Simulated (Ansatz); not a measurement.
# NbRu: the change of pressure with volume scale

Results calculated with Ansatz 0.2.0, not measured. Periodic Kohn-Sham DFT of a crystal at fixed atoms, scaled to volume_scale times the given cell; pressure positive in compression, energy less spherical unpolarised free atoms, largest_vzz the field gradient of largest size among the nuclei.

The cell before it is scaled or strained (space group Pm-3m, No. 221):
```
NbRu
1.0
      3.1840     0.0000     0.0000
      0.0000     3.1840     0.0000
      0.0000     0.0000     3.1840
Nb Ru
1 1
Direct
  0.00000 0.00000 0.00000
  0.50000 0.50000 0.50000
```

Settings of every row: method frozen-core PAW; functional PBEsol; relativity scalar; k mesh 11x11x11; filling fermi-dirac; smearing width 0.03 eV; wave cutoff 420 eV; paw set soft_2.

Atom start moment: 0 on all atoms.

Limits: PAW files made with PBE.

```
row  volume scale  V (Å³/atom)  pressure (GPa)
  1          0.94       15.171           5.106
  2          0.96       15.494          -0.473
  3          0.98       15.817          -5.464
  4          0.99       15.978          -7.757
  5             1       16.139          -9.924
  6          1.01       16.301         -11.973
  7          1.02       16.462               ?
  8          1.04       16.785         -17.467
  9          1.06       17.108         -20.639
```

Question: what pressure should row 7 give?

Worked fit of pressure. Take u = (V_r/V)^(2/3) − 1 with V_r = 16.058 Å³ an atom, which is twice the finite (Eulerian) strain; such expansions in the strain, on which the Birch-Murnaghan equation of state is built, carry the rest volume and the bulk modulus. The shown rows have u = 0.03861, 0.02412, 0.01013, 0.00334, -0.00335, -0.00996, -0.02909, -0.04135. Least squares give pressure = −8.8456 + 323.749 × u + 954.18 × u² + 521 × u³ GPa; a parabola predicts inner rows, each left out in turn, worse (root mean square 0.0089 against 0.0046 GPa). The rows lie off it by -0.001, 0.001, 0.004, -0.003, -0.005, 0.003, 0.002, -0.001 (root mean square 0.0029 GPa). The pressure vanishes at u = 0.0254, or V = 15.47 Å³ an atom, and there the bulk modulus at fixed shape and fractions is B = −V dP/dV = (2/3)(1 + u) dP/du = 255 GPa. The withheld row has u = -0.01643, so the fit gives −8.8456 + 323.749 × (-0.01643) + 954.18 × (-0.01643)² + 521 × (-0.01643)³ = -13.910 GPa.

The calculation gave -13.909 GPa. The fit lies 0.001 GPa (0.0039 % of the column's range) below it, one unit of the last digit.
